## Appendix: Plane-wave basis size required for a 1s core state

### A.1 Premises and conventions

Hartree atomic units are used ($\hbar=m_e=e=4\pi\varepsilon_0=1$). Energies are in Ha and wave numbers in bohr$^{-1}$. A cutoff wave number $K$ corresponds to $E_{\rm cut}=K^2/2$ Ha $=K^2$ Ry. The Fourier convention is $\phi(\mathbf p)=(2\pi)^{-3/2}\int\psi(\mathbf r)e^{-i\mathbf p\cdot\mathbf r}d^3r$, so that $\phi$ and $\psi$ have the same norm. The premises are:

1. The one-electron Hamiltonian is nonrelativistic, $H=T+V$ with $T=p^2/2$.
2. The nucleus is a point charge $Z$, and across the core orbital $V=-Z/r$ up to a constant that shifts all energies equally and is dropped.
3. The crystal has one atom per primitive cell of volume $\Omega$, and core orbitals on different sites do not overlap.
4. The basis at Bloch vector $\mathbf k$ holds all plane waves with $|\mathbf k+\mathbf G|\le K$, and $\kappa\equiv K/Z\gg1$.

The basis-set error is the departure from the exact eigenvalue of this model. The premises are re-examined in A.8.

### A.2 The 1s state in momentum space

The ground state is $\psi=(Z^3/\pi)^{1/2}e^{-Zr}$ with $E=-Z^2/2$. The angular integration gives
$$\int e^{-Zr}e^{-i\mathbf p\cdot\mathbf r}d^3r=\frac{4\pi}{p}\int_0^\infty r\sin(pr)e^{-Zr}dr=\frac{4\pi}{p}\,{\rm Im}\frac{1}{(Z-ip)^2}=\frac{8\pi Z}{(p^2+Z^2)^2}.$$
Multiplication by $(2\pi)^{-3/2}(Z^3/\pi)^{1/2}$ yields
$$\phi(p)=\frac{A}{(p^2+Z^2)^2},\quad A=\frac{2\sqrt2\,Z^{5/2}}{\pi},\qquad|\phi(p)|^2=\frac{8Z^5}{\pi^2(p^2+Z^2)^4}.\tag{A1}$$
The power-law tail $\phi\to A/p^4$ is the transform of the cusp term $-Zr$ in the expansion of $e^{-Zr}$.

### A.3 From the crystal to momentum integrals

By premise 3 the Bloch sum $\psi_{\mathbf k}=\sum_{\mathbf R}e^{i\mathbf k\cdot\mathbf R}\psi(\mathbf r-\mathbf R)$ is normalised to one per cell. Its coefficient on the plane wave $\Omega^{-1/2}e^{i(\mathbf k+\mathbf G)\cdot\mathbf r}$ is an integral over one cell. Shifting each term of the lattice sum by $\mathbf R$ joins the cells into all space, so that
$$c_{\mathbf k+\mathbf G}=(2\pi)^{3/2}\Omega^{-1/2}\phi(\mathbf k+\mathbf G).$$
Every $\mathbf p$ is uniquely $\mathbf k+\mathbf G$ with $\mathbf k$ in the first Brillouin zone. For any function $F$ the zone average is therefore exactly
$$\frac{\Omega}{(2\pi)^3}\int_{\rm BZ}d^3k\sum_{\mathbf G}|c_{\mathbf k+\mathbf G}|^2F(\mathbf k+\mathbf G)=\int d^3p\,|\phi|^2F(\mathbf p).\tag{A2}$$
The same argument without the weight gives the zone-averaged number of plane waves, the sphere volume divided by the zone volume $(2\pi)^3/\Omega$:
$$N=\frac{\Omega K^3}{6\pi^2}.\tag{A3}$$
At a single $\mathbf k$ the surface of the sphere cuts through reciprocal cells. This amounts to an uncertainty in $K$ of at most the centre-to-corner distance $\rho$ of the zone, and to a relative change of order $3\rho/K$ in a quantity that varies as $K^{\pm3}$. The rest of the derivation uses the single-centre problem with continuous $\mathbf p$.

### A.4 Missing norm

Let $P$ project on $p\le K$, let $Q=1-P$, and let $\chi=Q\psi$ be the part of the orbital outside the basis. With $x=p/Z$,
$$\delta\equiv\langle\chi|\chi\rangle=\frac{32}{\pi}\int_\kappa^\infty\frac{x^2dx}{(1+x^2)^4}=\frac{2}{\pi}\left[\operatorname{arccot}\kappa-\frac{\kappa(3\kappa^4+8\kappa^2-3)}{3(1+\kappa^2)^3}\right],$$
as differentiation with respect to $\kappa$ confirms. At $\kappa=0$ this equals one. For $x>1$ the integrand is $x^{-6}(1-4x^{-2}+\dots)$, and termwise integration gives
$$\delta=\frac{32Z^5}{5\pi K^5}\left[1-\frac{20}{7\kappa^2}+\dots\right].\tag{A4}$$

### A.5 Energy of the truncated orbital

**An exact identity.** Since $P\psi=\psi-\chi$, $(H-E)\psi=0$ and $H$ is Hermitian, every term that contains $\psi$ vanishes in $\langle\psi-\chi|H-E|\psi-\chi\rangle$. The Rayleigh quotient $E_P$ of $P\psi$ thus obeys
$$E_P-E=\frac{\langle\chi|T-E|\chi\rangle+\langle\chi|V|\chi\rangle}{1-\delta}.\tag{A5}$$
The error is quadratic in $\chi$. The kinetic and potential energies each change at first order in the truncation, and those changes have cancelled in (A5). The denominator alters the result by the relative amount $\delta\sim\kappa^{-5}$ and is dropped below.

**Kinetic part.** Here $T-E=(p^2+Z^2)/2$ removes one power of the denominator of (A1):
$$\langle\chi|T-E|\chi\rangle=\frac{16Z^2}{\pi}\int_\kappa^\infty\frac{x^2dx}{(1+x^2)^3}=\frac{2Z^2}{\pi}\left[\operatorname{arccot}\kappa-\frac{\kappa(\kappa^2-1)}{(1+\kappa^2)^2}\right].$$
Expanding the integrand as $x^{-4}(1-3x^{-2}+\dots)$ gives
$$\langle\chi|T-E|\chi\rangle=\frac{16Z^5}{3\pi K^3}\left[1-\frac{9}{5\kappa^2}+\dots\right].\tag{A6}$$

**Potential part.** The transform of $1/r$ is $4\pi/q^2$, so the kernel is $\langle\mathbf p|V|\mathbf q\rangle=-Z/(2\pi^2|\mathbf p-\mathbf q|^2)$. With $\mu$ the cosine of the angle between $\mathbf p$ and $\mathbf q$,
$$\int_{-1}^1\frac{d\mu}{p^2+q^2-2pq\mu}=\frac{L(p,q)}{pq},\qquad L=\ln\left|\frac{p+q}{p-q}\right|.$$
The remaining angles give $4\pi\cdot2\pi$. Inserting $\chi=A/p^4$, whose relative correction is of order $\kappa^{-2}$, and setting $u=K/p$, $v=K/q$,
$$\langle\chi|V|\chi\rangle=-4ZA^2\int_K^\infty\!\!\int_K^\infty\frac{L\,dp\,dq}{p^3q^3}=-\frac{4ZA^2}{K^4}J,\qquad J=\int_0^1\!\!\int_0^1uv\,L(u,v)\,du\,dv.$$
The integrand is symmetric, so $J$ is twice the part with $v<u$. With $v=ut$ and $L(1,t)=2\sum_{n\ge0}t^{2n+1}/(2n+1)$,
$$J=2\int_0^1u^3du\int_0^1tL(1,t)\,dt=\frac12\sum_{n\ge0}\frac{2}{(2n+1)(2n+3)}=\frac12,$$
because the sum telescopes to one. With $A^2=8Z^5/\pi^2$,
$$\langle\chi|V|\chi\rangle=-\frac{16Z^6}{\pi^2K^4}\left[1+O(\kappa^{-2})\right].\tag{A7}$$
Relative to (A6) this is $-3/(\pi\kappa)$, only one power of $\kappa$ smaller.

### A.6 Relaxation within the basis

The secular equation returns the lowest eigenvalue $E_K$ of $PHP$, and the variational principle gives $E\le E_K\le E_P$. It remains to show that $E_P-E_K$ does not affect the leading term. Write the eigenvector as $P\psi+\eta$, with $\eta$ inside the basis and orthogonal to $P\psi$. Now $(H-E)P\psi=-(H-E)\chi$, and $T$ commutes with $P$, so $P(H-E)\chi=PV\chi\equiv R$. Hence
$$\langle P\psi+\eta|H-E|P\psi+\eta\rangle=\langle\chi|H-E|\chi\rangle-2\,{\rm Re}\langle\eta|R\rangle+\langle\eta|H-E|\eta\rangle.$$
On the space allowed for $\eta$ the operator $H-E$ is positive, with a lower bound close to the excitation gap $3Z^2/8$. Call its inverse there $\mathcal G$. The minimum is at $\eta=\mathcal GR$, and the energy is lowered by $\langle R|\mathcal G|R\rangle$. The norm of the trial function again enters only as a factor close to one.

The kernel of A.5 gives, for $t=p/K<1$,
$$R(p)=-\frac{ZA}{\pi p}\int_K^\infty\frac{L\,dq}{q^3}=-\frac{ZA}{\pi K^3}f(t),\qquad f(t)=\frac1t\int_0^1vL(1,tv)\,dv=\frac{t-(1-t^2)\operatorname{artanh}t}{t^3}.$$
The function $f$ rises from $2/3$ at $t=0$ to $1$ at $t=1$, so $R$ is spread over the whole sphere. With the free form $\mathcal G\to2/p^2$ the weight $4\pi p^2\cdot2/p^2$ is flat in $p$. Momenta of order $Z$, where the free form fails, then supply only a fraction of order $1/\kappa$. Thus
$$\langle R|\mathcal G|R\rangle\simeq8\pi K\frac{Z^2A^2}{\pi^2K^6}M=\frac{64Z^7}{\pi^3K^5}M,\qquad M=\int_0^1f^2dt.$$
To evaluate $M$, put $h=t^3f$, for which $h'=2t\operatorname{artanh}t$ and $h(1)=1$. Integration by parts and the substitution $t=\tanh s$ give
$$M=-\frac15+\frac45\int_0^\infty\left[\frac{s\cosh s}{\sinh^3s}-\frac{s^2}{\sinh^4s}\right]ds.$$
With a lower limit $\epsilon\to0$, one integration by parts makes the first term $1/\epsilon-1/2$. The identity $(\sinh^{-2}s)''=4\sinh^{-2}s+6\sinh^{-4}s$ together with $\int_0^\infty s^2\sinh^{-2}s\,ds=\pi^2/6$ makes the second $1/\epsilon-1/3-\pi^2/9$. The difference is $\pi^2/9-1/6$, and $M=4\pi^2/45-1/3=0.544$. Relative to the leading term of (A6) the lowering is $12M/(\pi^2\kappa^2)=0.661/\kappa^2$.

The first correction to the free form, $\langle R|\mathcal G_0V\mathcal G_0|R\rangle$ with $\mathcal G_0=2/p^2$, is proportional to $ZR^2\iint L\,dp\,dq/(pq)$. This integral is scale-free between $Z$ and $K$ and grows as $\ln\kappa$, so the term is of order $Z^2\kappa^{-6}\ln\kappa$. Collecting (A6), (A7) and the relaxation,
$$\Delta E\equiv E_K-E=\frac{16Z^5}{3\pi K^3}\,\Lambda(\kappa),\qquad\Lambda=1-\frac{3}{\pi\kappa}-\frac{b}{\kappa^2}+O\!\left(\frac{\ln\kappa}{\kappa^3}\right),\tag{A8}$$
with $3/\pi=0.955$ and $b=9/5+12M/\pi^2=2.461$.

### A.7 Scaling of the basis size

Solving (A8) for $K^3$ and inserting it in (A3) gives the basis size at fixed absolute error $\Delta E$,
$$N=N_0\Lambda,\qquad N_0=\frac{\Omega}{6\pi^2}\,\frac{16Z^5}{3\pi\,\Delta E}=\frac{8\,\Omega Z^5}{9\pi^3\Delta E},\tag{A9}$$
where $\Lambda$ is taken at the $\kappa$ that solves $\kappa^3=\kappa_0^3\Lambda(\kappa)$, and $\kappa_0^3=16Z^2/(3\pi\Delta E)$. Since $\Lambda<1$ at large $\kappa$, $N_0$ slightly overestimates the requirement of the model. At fixed relative error $\eta_E=\Delta E/|E|$ one has $\Delta E=\eta_EZ^2/2$, so
$$N_0=\frac{16\,\Omega Z^3}{9\pi^3\eta_E}=0.0573\,\frac{\Omega Z^3}{\eta_E}.\tag{A10}$$
The $Z^3$ law does not rest on the expansion. The substitution $\mathbf p=Z\mathbf x$ turns $PHP$ into $Z^2$ times an operator that depends on $\kappa$ alone. Any fixed relative criterion therefore fixes $\kappa$, and $N=\Omega Z^3\kappa^3/6\pi^2$. For the norm criterion (A4) this reads $N=(\Omega Z^3/6\pi^2)(32/5\pi\delta)^{3/5}$. The $Z^5$ law does rest on the expansion, since it uses $\Delta E\propto K^{-3}$. Both $N$ and $1/\Delta E$ vary as $K^3$, so the error falls only as $1/N$, and each further decimal place costs ten times the basis.

### A.8 Range of validity

**Asymptotic regime.** The leading forms need $\kappa\gg1$. The energy formula carries the relative correction $0.955/\kappa$, and the norm formula one of order $\kappa^{-2}$.

**Screening.** Let $V=-Z/r+W$ with $W$ smooth at the nucleus. In momentum space $(p^2/2-E)\phi(\mathbf p)=(Z/2\pi^2)\int\phi(\mathbf q)|\mathbf p-\mathbf q|^{-2}d^3q$ plus a term from $W$ that decays faster. For $p\gg Z$ the kernel comes out of the integral as $p^{-2}$, and $\int\phi\,d^3q=(2\pi)^{3/2}\psi(0)$. Hence $\phi\to(2\pi)^{3/2}Z\psi(0)/(\pi^2p^4)$, and the missing kinetic energy is
$$\Delta E\simeq\frac{16Z^2|\psi(0)|^2}{3K^3},\tag{A11}$$
which reduces to (A8) for $|\psi(0)|^2=Z^3/\pi$. A bounded $W$ adds at most $\max|W|\,\delta$ to the numerator of (A5). Screening therefore enters through $\psi(0)$ only. With an effective exponent $\zeta$ the factor $Z^5$ becomes $Z^2\zeta^3$, not $\zeta^5$. Taking the two-electron variational value $\zeta=Z-5/16$ as an approximate input, the factor is $(\zeta/Z)^3=0.964$ for $Z=26$. The result holds per orbital at fixed potential, and every s state contributes in proportion to its density at the nucleus.

**Relativity.** This is the premise that fails first for Fe. Let $c=1/\alpha$ and $\gamma=\sqrt{1-(Z\alpha)^2}$. The Dirac 1s level, with the rest energy removed, lies at $\varepsilon=c^2(\gamma-1)=-Z^2/(1+\gamma)$. The identity behind (A5) uses only hermiticity, so it holds for the Dirac spinor truncated at the same $K$ in both components, although the quotient is then no upper bound. The large and small components are $g\,u$ and $i\beta\,\boldsymbol\sigma\cdot\hat{\mathbf r}\,g\,u$, with $g\propto r^{\gamma-1}e^{-Zr}$, $\beta=Z\alpha/(1+\gamma)$ and $u$ a Pauli spinor. The transform of $r^{\gamma-1}e^{-Zr}$ is
$$\frac{4\pi\Gamma(\gamma+1)\sin[(\gamma+1)\theta]}{p\,(p^2+Z^2)^{(\gamma+1)/2}},\qquad\theta=\arctan(p/Z).$$
For $p\gg Z$, $\theta\simeq\pi/2-Z/p$, and $1-\gamma\simeq(Z\alpha)^2/2$, so the sine is $2Z/p+\pi(Z\alpha)^2/4$. For the small component, $\hat{\mathbf r}=\nabla r$ and the transform of $r$ is $-8\pi/p^4$. To lowest order in $Z\alpha$, and in units of $\phi_0=(2\pi)^{-3/2}(Z^3/\pi)^{1/2}$, the tails are
$$\chi_L=\left[\frac{8\pi Z}{p^4}+\frac{\pi^2(Z\alpha)^2}{p^3}\right]u,\qquad\chi_S=\frac{4\pi Z\alpha}{p^3}\,\boldsymbol\sigma\cdot\hat{\mathbf p}\,u.$$
The free Hamiltonian has off-diagonal blocks $c\,\boldsymbol\sigma\cdot\mathbf p$ and lower diagonal block $-2c^2$. Its energy density is $2cp|\chi_L||\chi_S|-2c^2|\chi_S|^2=32\pi^2Z^2/p^6+8\pi^3Z^3\alpha^2/p^5$. Multiplying by $4\pi p^2\phi_0^2$ and integrating from $K$, the first term reproduces $16Z^5/3\pi K^3$, even for $K>c$, and the second gives $2Z^6\alpha^2/K^2$. The potential energy of $\chi_S$ follows as in A.5. The factor $\boldsymbol\sigma\cdot\hat{\mathbf p}\,\boldsymbol\sigma\cdot\hat{\mathbf q}$ puts $\mu$ in the angular integrand, since its antisymmetric part integrates to zero, and $L$ is replaced by $zL-1$ with $z=(p^2+q^2)/2pq$. With $B^2=(4\pi Z\alpha\phi_0)^2=2Z^5\alpha^2/\pi^2$ the result is $-4ZB^2J_1/K^2$, where
$$J_1=\int_0^1\left[\frac{1+t^2}{2t}L(1,t)-1\right]dt=\frac{\pi^2}{8}-\frac12,$$
from $\int_0^1L\,dt/t=2\sum_n(2n+1)^{-2}=\pi^2/4$ and $\int_0^1tL\,dt=1$. This term equals $-(1-4/\pi^2)Z^6\alpha^2/K^2$. The sum of the two new terms is $(1+4/\pi^2)Z^6\alpha^2/K^2$, and its ratio to the leading term of (A8) is
$$r=\left(\frac{3\pi}{16}+\frac{3}{4\pi}\right)Z\alpha^2K=0.828\,Z\alpha^2K.\tag{A12}$$
Terms of relative order $(Z\alpha)^2\ln\kappa$ are omitted, so $r$ is quoted to one figure below. The $K^{-3}$ law thus requires $K\ll c^2/Z$. Beyond that scale the quotient converges more slowly, as $K^{-2\gamma}$.

**Nuclear size.** A nucleus of root-mean-square radius $R_N$ multiplies the source in (A11) by the form factor $1-p^2R_N^2/6+\dots$. The integrand $p^{-4}$ acquires the term $-R_N^2/(3p^2)$, and $\Delta E$ changes by the relative amount $-(KR_N)^2$ when $KR_N\ll1$. For $KR_N\gtrsim1$ the power laws are cut off.

In summary, (A8) to (A10) describe the model for $K\gg Z$, and describe a real atom in the window $Z\ll K\ll\min(c^2/Z,\,1/R_N)$. This window narrows as $Z$ grows.

### A.9 Illustration: Fe 1s in bcc Fe

The inputs are $Z=26$ and a typical lattice constant $a\approx2.87$ Å $=5.424$ bohr. The primitive cell has $\Omega=a^3/2=79.8$ bohr$^3$, and $|E|=338$ Ha in the model. The nearest-neighbour distance is $d=\sqrt3a/2=4.70$ bohr, so $Zd=122$. The overlap of two 1s orbitals, $e^{-Zd}(1+Zd+Z^2d^2/3)$, is about $10^{-49}$, and premise 3 holds. The farthest zone corner is the point H, at $\rho=2\pi/a=1.16$ bohr$^{-1}$. The constant in (A8) is $16Z^5/3\pi=2.017\times10^7$, and $K_0=Z\kappa_0$. The first two rows of the table have $\eta_E=10^{-2}$ and $10^{-3}$, and the third has an absolute target of 1 mHa. The column $r$ is evaluated at $K_0$.

| $\Delta E$ (Ha) | $K_0$ (bohr$^{-1}$) | $\kappa_0$ | $K_0^2$ (Ry) | $N_0$ | $\Lambda$ | $N$ | $r$ |
|---|---|---|---|---|---|---|---|
| 3.38 | 181 | 6.98 | $3.29\times10^4$ | $8.04\times10^6$ | 0.79 | $6.4\times10^6$ | 0.2 |
| 0.338 | 391 | 15.0 | $1.53\times10^5$ | $8.04\times10^7$ | 0.92 | $7.4\times10^7$ | 0.4 |
| 0.001 | 2722 | 105 | $7.41\times10^6$ | $2.72\times10^{10}$ | 0.99 | $2.7\times10^{10}$ | 3 |

The single-$\mathbf k$ estimate $3\rho/K_0$ is 0.02 in the first row and smaller in the others. In the second row the missing norm at $K_0$ is $2.7\times10^{-6}$ while the relative energy error is near $10^{-3}$, so a nearly complete norm does not signal a converged energy. A wave-function cutoff of 40 Ry, taken as typical of valence-only calculations, gives $N=3.4\times10^2$ from (A3) for the same cell.

The neglected physics has the following size. With $Z\alpha=0.190$ and $\gamma=0.9818$, the Dirac level is $-341.1$ Ha, which is 3.1 Ha below the model value. This shift is comparable to the target of the first row and far above the other two, so the table measures convergence towards the model eigenvalue and not towards the physical level. The ratio (A12) reaches one at $K\approx9\times10^2$ bohr$^{-1}$. The first two rows lie below this scale, and their basis sizes are modified by tens of percent. The third lies above it. Solving $(16Z^5/3\pi K^3)(1+r)=1$ mHa gives $K\approx5\times10^3$ bohr$^{-1}$ and a basis about 7 times $N_0$, so the tabulated entry is an underestimate for the truncated Dirac spinor. With an approximate nuclear radius $R_N\approx3.7$ fm $=7.0\times10^{-5}$ bohr, $K_0R_N=0.19$ in the third row and the size correction to $\Delta E$ is about $-0.04$. Screening lowers $N$ by a similar fraction in every row.